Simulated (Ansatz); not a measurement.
# Redistribution: Si(CH3)(OH)3 + Si(CH3)2(OH)(SiH3) → Si(CH3)(OH)2(SiH3) + Si(CH3)2(OH)2

Gas-phase species: Si(CH3)(OH)3, singlet; Si(CH3)2(OH)(SiH3), singlet; Si(CH3)(OH)2(SiH3), singlet; Si(CH3)2(OH)2 (dimethylsilanediol), singlet. The partners trade OH for SiH3; both sit on Si, so the bond types are kept.

Shapes, held fixed at every level: PBE0-D4/def2-TZVP. Flexible molecules stand in one conformer, not always the lowest. Programs: Ansatz 0.2.0. Electronic energies: no zero-point or thermal term.

(1) Estimate ΔE of this reaction.

Answers

(1) The highest level, CCSD(T)/CBS estimate, gives ΔE = +16.1 kJ/mol; the levels span +15.7 to +17.4. The column of differences is taken from that level and isn't an error. No measured value is set beside it here. The CBS estimate extrapolates MP2 from def2-TZVPP and def2-QZVPP and adds CCSD(T) − MP2 in the triple-zeta set, cores frozen.

```json
{"level": "HF/def2-TZVPP", "kind": "Hartree–Fock", "ΔE (kJ/mol)": "+15.7", "less CCSD(T)/CBS estimate": "-0.4"}
{"level": "r2SCAN-D4/def2-TZVPP", "kind": "meta-GGA", "ΔE (kJ/mol)": "+17.4", "less CCSD(T)/CBS estimate": "+1.3"}
{"level": "B3LYP-D4/def2-TZVPP", "kind": "global hybrid", "ΔE (kJ/mol)": "+15.8", "less CCSD(T)/CBS estimate": "-0.3"}
{"level": "PBE0-D4/def2-TZVPP", "kind": "global hybrid", "ΔE (kJ/mol)": "+17.4", "less CCSD(T)/CBS estimate": "+1.3"}
{"level": "CCSD(T)/def2-TZVPP", "kind": "coupled cluster or CI", "ΔE (kJ/mol)": "+17.1", "less CCSD(T)/CBS estimate": "+1.0"}
{"level": "CCSD/def2-TZVPP", "kind": "coupled cluster or CI", "ΔE (kJ/mol)": "+16.9", "less CCSD(T)/CBS estimate": "+0.8"}
{"level": "CCSD(T)/CBS estimate", "kind": "coupled cluster or CI", "ΔE (kJ/mol)": "+16.1", "less CCSD(T)/CBS estimate": "0.0"}
```

The exchange is endothermic at every level, so the hydroxyl groups prefer to gather on the silicon without the silyl substituent. Counting pairs of substituents on the central silicon atoms, the reaction gives up one O/O and one C/Si pair for one O/Si and one C/O pair. The lost O–Si–O unit probably accounts for much of the cost: oxygen lone pairs donate into neighbouring σ*(Si–O) orbitals, and several electronegative groups on one silicon reinforce its polar bonds. An electropositive silyl group offers a poorer acceptor bond and less of this polar reinforcement.

Because the bond types are conserved, most of the correlation energy cancels, and even Hartree–Fock gives the right sign and size. Its closeness to the best value is partly fortuitous, however: in the same basis coupled cluster gives +17.1 against +15.7 kJ/mol, and extending the basis then takes back much of that difference. Triple excitations hardly matter. The reaction energy alone can't separate hyperconjugation from electrostatics or from contacts between hydroxyl groups.
